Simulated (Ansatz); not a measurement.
# A series in volume scale on ZrH₂

All results are calculated (Ansatz 0.2.0). Free energy against uniform scaling of the volume at fixed shape and fractions; periodic cell, basis, potentials, k mesh and filling as listed.

The cell before it is scaled or strained (space group Fm-3m, No. 225):
```
CELL_PARAMETERS angstrom
0.00000 2.41720 2.41720
2.41720 0.00000 2.41720
2.41720 2.41720 0.00000
ATOMIC_POSITIONS crystal
Zr 0.00000 0.00000 0.00000
H 0.75000 0.75000 0.75000
H 0.25000 0.25000 0.25000
```

Settings of every row: functional PBEsol; dispersion D3(BJ)+ATM; potentials PAW; wave cutoff 500 eV; density cutoff 2000 eV; k mesh 10x10x10; k shift 0x0x0; occupations cold; smearing width 0.05 eV; spin none.

Limits: coarse k mesh, up to 40 meV an atom off; minimum outside the range; the cell comes from a prototype or a list of computed structures and needn't be the stable phase.

| row | volume scale | V (Å³/atom) | energy above lowest point (meV/atom) |
| --- | --- | --- | --- |
| 1 | 0.9406 | 8.856 | 0 |
| 2 | 0.9703 | 9.136 | 6 |
| 3 | 1 | 9.416 | 18.9 |
| 4 | 1.0297 | 9.695 | ? |
| 5 | 1.0594 | 9.975 | 61.5 |

Question: what energy above lowest point should row 4 give?

Worked fit of energy above lowest point. Take u = (V_r/V)^(2/3) − 1 with V_r = 9.276 Å³ an atom, which is twice the finite (Eulerian) strain; such expansions in the strain, on which the Birch-Murnaghan equation of state is built, carry the rest volume and the bulk modulus. The shown rows have u = 0.03137, 0.01019, -0.00994, -0.04728. Least squares give energy above lowest point = 11.65 − 643.7 × u + 8685 × u² meV/atom; a straight line predicts inner rows, each left out in turn, worse (root mean square 8.4 against 0.016 meV/atom). All shown rows lie on it to the printed digit. The withheld row has u = -0.02902, so the fit gives 11.65 − 643.7 × (-0.02902) + 8685 × (-0.02902)² = 37.6 meV/atom.

The calculation gave 37.7 meV/atom. The fit lies 0.1 meV/atom (0.16 % of the column's range) below it, one unit of the last digit.
